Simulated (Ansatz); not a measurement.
**A family of molecules: the HOMO–LUMO gap**

One atom is swapped for its congeners: B(NH2)2F; B(NH2)2Cl; B(NH2)2Br. All are singlets with charge 0.

Shapes, held fixed at every level: PBE0-D4/def2-TZVP. Programs: Ansatz 0.2.0. Values in eV.

Problem. How should the HOMO–LUMO gap change along the series?

Solution. At wB97X-V/def2-TZVPP the HOMO–LUMO gap rises at every step, from 12.21 to 12.36 eV. Every level shows the same order. Relativity is left out for Br unless named. Orbital gaps aren't excitation energies, and the LUMO depends on the basis.

```tsv
level	B(NH2)2F	B(NH2)2Cl	B(NH2)2Br
PBE-D4/def2-TZVPP	5.69	5.85	5.87
r2SCAN-D4/def2-TZVPP	6.83	6.97	6.98
B3LYP-D4/def2-TZVPP	7.32	7.46	7.49
BHLYP-D4/def2-TZVPP	9.82	9.95	9.98
PBE0-D4/def2-TZVPP	7.93	8.07	8.10
wB97X-V/def2-TZVPP	12.21	12.34	12.36
```

Nearly all of the widening comes when fluorine gives way to chlorine; the chloride and bromide are almost indistinguishable, so their order carries little chemical weight. The direction runs against the simple expectation that higher-lying halogen lone pairs and a weaker boron–halogen bond should narrow the gap down the group. This suggests that the frontier orbitals have little halogen character. The HOMO is probably a nitrogen lone-pair combination, which the halogen affects mainly indirectly. Chlorine and bromine are poorer π donors to boron than fluorine, leaving the boron p orbital more open to the amino groups, and the resulting stabilisation of the nitrogen lone pairs could account for the slight widening. The choice of functional matters far more than the halogen, probably because a larger share of exact exchange pushes occupied and empty levels apart. The substituent trend is therefore better supported than any absolute gap, but without the separate orbital energies it can't be assigned to a falling HOMO or a rising LUMO.
